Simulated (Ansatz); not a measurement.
A family of molecules: the HOMO–LUMO gap

One atom is swapped for its congeners: CH2F2 (difluoromethane) `FCF`; CH2ClF (chlorofluoromethane) `FCCl`; CH2BrF `FCBr`; CH2FI (fluoroiodomethane) `FCI`. All are singlets with charge 0.

Shapes, held fixed at every level: PBE0-D4/def2-TZVP. Programs: Ansatz 0.2.0. Values in eV.

```tsv
level	CH2F2	CH2ClF	CH2BrF	CH2FI
SPW92/def2-TZVPP	8.95	6.83	5.67	4.38
B3LYP-D4/def2-TZVPP	11.03	8.94	7.56	6.01
PBE0-D4/def2-TZVPP	11.66	9.53	8.13	6.52
r2SCAN0-D4/def2-TZVPP	12.58	10.00	8.51	6.83
wB97X-V/def2-TZVPP	16.15	14.27	12.79	10.95
wB97M-V/def2-TZVPP	15.60	13.82	12.45	10.66
```

At wB97M-V/def2-TZVPP the HOMO–LUMO gap falls at every step, from 15.60 to 10.66 eV. Every level shows the same order. For atoms past krypton def2 sets carry core potentials with scalar relativity. Relativity is left out for Br unless named. Orbital gaps aren't excitation energies, and the LUMO depends on the basis.

Replacing one fluorine with a heavier halogen narrows the gap at every level, and the chlorine-to-bromine step is always the smallest. Down the group the valence p shell becomes more diffuse and less tightly bound, so the halogen lone pairs that make up the HOMO in the heavier members rise in energy. The carbon–halogen bond also weakens as overlap deteriorates, which lowers its σ* orbital; this probably adds to the narrowing where that orbital is the LUMO. The small middle step suggests the influence of bromine's filled 3d shell, which screens the nucleus poorly and keeps its valence p electrons closer in energy to those of chlorine than simple group descent would imply.

The ordering is much more secure than the size of any gap: for CH2F2 the values run from 8.95 to 16.15 eV, a spread wider than the whole substitution effect at any single level, probably reflecting the differing treatment of exchange. The gaps alone can't apportion the narrowing between a rising HOMO and a falling LUMO.
